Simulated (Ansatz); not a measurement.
## TiSi₄Mo: the change of phonon heat capacity and phonon entropy with temperature

All results are calculated (Ansatz 0.2.0). Harmonic vibrational free energy, entropy and heat capacity at constant volume, per atom, from the force constants of a q mesh, imaginary modes left out; plane waves with PAW datasets, Gamma-centred k mesh.

Structure of every row (space group P4/mmm, No. 123):
```
TiSi4Mo
1.0
      3.2066     0.0000     0.0000
      0.0000     3.2066     0.0000
      0.0000     0.0000     8.1163
Ti Si Mo
1 4 1
Direct
  0.00000 0.00000 0.00000
  0.00000 0.00000 0.33621
  0.50000 0.50000 0.82687
  0.00000 0.00000 0.66379
  0.50000 0.50000 0.17313
  0.50000 0.50000 0.50000
```

Settings of every row: functional PBE; dispersion none; spin none; wave cutoff 420 eV; k mesh 12x12x6; occupations fermi dirac; smearing width 0.15 eV; pressure 0 GPa; phonon method linear response; q mesh 2x2x1.

Limits: coarse q mesh; levels loosely converged; metal sensitive to the k mesh; the cell comes from a prototype or a list of computed structures and needn't be the stable phase.

```csv
row,temperature (K),phonon heat capacity (kB/atom),phonon entropy (kB/atom),phonon free energy (meV/atom)
1,200,2.239,1.639,38.5
2,300,2.622,2.632,19.9
3,400,2.778,3.411,-6.2
4,500,2.855,4.04,-38.4
5,600,?,?,?
6,700,2.925,5.014,-116.9
7,800,2.942,5.405,-161.8
8,900,2.954,5.753,-209.9
9,1000,2.963,6.064,-260.9
```

Question: what phonon heat capacity and phonon entropy should row 5 give?

Worked fit of phonon heat capacity. At high temperature a harmonic heat capacity falls short of its limit by a term in 1/T², so take t = (100 K / T)². The shown rows have t = 0.25, 0.11111, 0.0625, 0.04, 0.02041, 0.01562, 0.01235, 0.01. Least squares give phonon heat capacity = 2.9991 − 3.6889 × t + 2.596 × t² kB/atom; a straight line predicts inner rows, each left out in turn, worse (root mean square 0.015 against 0.00099 kB/atom). The rows lie off it by 0.000, 0.001, -0.001, -0.001, 0.000, 0.000, 0.000, 0.001. The constant, 2.9991 kB/atom, is to be held against the harmonic limit of 3 k_B an atom. The withheld row has t = 0.02778, so the fit gives 2.9991 − 3.6889 × (0.02778) + 2.596 × (0.02778)² = 2.899 kB/atom.

The calculation gave 2.898 kB/atom. The fit lies 0.001 kB/atom (0.14 % of the column's range) above it, one unit of the last digit.

Worked fit of phonon entropy. Entropy rises as the heat capacity times the change of ln T, so take t = ln(T / 300 K). The shown rows have t = -0.4055, 0, 0.2877, 0.5108, 0.8473, 0.9808, 1.0986, 1.204. Least squares give phonon entropy = 2.6509 + 2.60236 × t + 0.20204 × t² kB/atom; a straight line predicts inner rows, each left out in turn, worse (root mean square 0.049 against 0.014 kB/atom). The rows lie off it by 0.010, -0.019, -0.005, 0.007, 0.013, 0.007, -0.001, -0.013 (root mean square 0.011 kB/atom), a smooth pattern that one more power would take up: the form is only approximate. The slope at t = 0, 2.6 kB/atom, estimates the heat capacity at 300 K. The withheld row has t = 0.6931, so the fit gives 2.6509 + 2.60236 × (0.6931) + 0.20204 × (0.6931)² = 4.552 kB/atom.

The calculation gave 4.565 kB/atom. The fit lies 0.013 kB/atom (0.29 % of the column's range) below it; its largest miss of a shown row is 0.019 kB/atom.

The other values of row 5: phonon free energy -75.6 meV/atom.
